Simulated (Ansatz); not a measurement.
# ZrB: energy above lowest point against volume scale

Free energy against uniform scaling of the volume at fixed shape and fractions; periodic cell, basis, potentials, k mesh and filling as listed. The results are calculated, by Ansatz 0.2.0.

The cell before it is scaled or strained (space group Fm-3m, No. 225):
```
ZrB
1.0
      0.0000     2.3250     2.3250
      2.3250     0.0000     2.3250
      2.3250     2.3250     0.0000
Zr B
1 1
Direct
  0.00000 0.00000 0.00000
  0.50000 0.50000 0.50000
```

Settings of every row: functional r2SCAN; dispersion none; potentials PAW; wave cutoff 600 eV; density cutoff 2400 eV; k mesh 9x9x9; k shift 0x0x0; occupations fermi dirac; smearing width 0.1 eV; spin none.

Limits: coarse k mesh, up to 40 meV an atom off; minimum outside the range.

```csv
row,volume scale,V (Å³/atom),energy above lowest point (meV/atom)
1,0.94,11.814,352.7
2,0.96,12.065,269.5
3,0.98,12.317,197.1
4,1,12.568,134.8
5,1.02,12.819,81.7
6,1.04,13.071,?
7,1.06,13.322,0
```

Question: what energy above lowest point should row 6 give?

Worked fit of energy above lowest point. Take u = (V_r/V)^(2/3) − 1 with V_r = 12.442 Å³ an atom, which is twice the finite (Eulerian) strain; such expansions in the strain, on which the Birch-Murnaghan equation of state is built, carry the rest volume and the bulk modulus. The shown rows have u = 0.03513, 0.02072, 0.00675, -0.00669, -0.0197, -0.04454. Least squares give energy above lowest point = 164.84 + 4622.5 × u + 20674 × u² meV/atom; a straight line predicts inner rows, each left out in turn, worse (root mean square 13 against 0.12 meV/atom). The rows lie off it by 0.0, 0.0, 0.1, 0.0, -0.1, 0.0. The withheld row has u = -0.03234, so the fit gives 164.84 + 4622.5 × (-0.03234) + 20674 × (-0.03234)² = 37.0 meV/atom.

The calculation gave 37 meV/atom. The fit meets it to the printed digit.
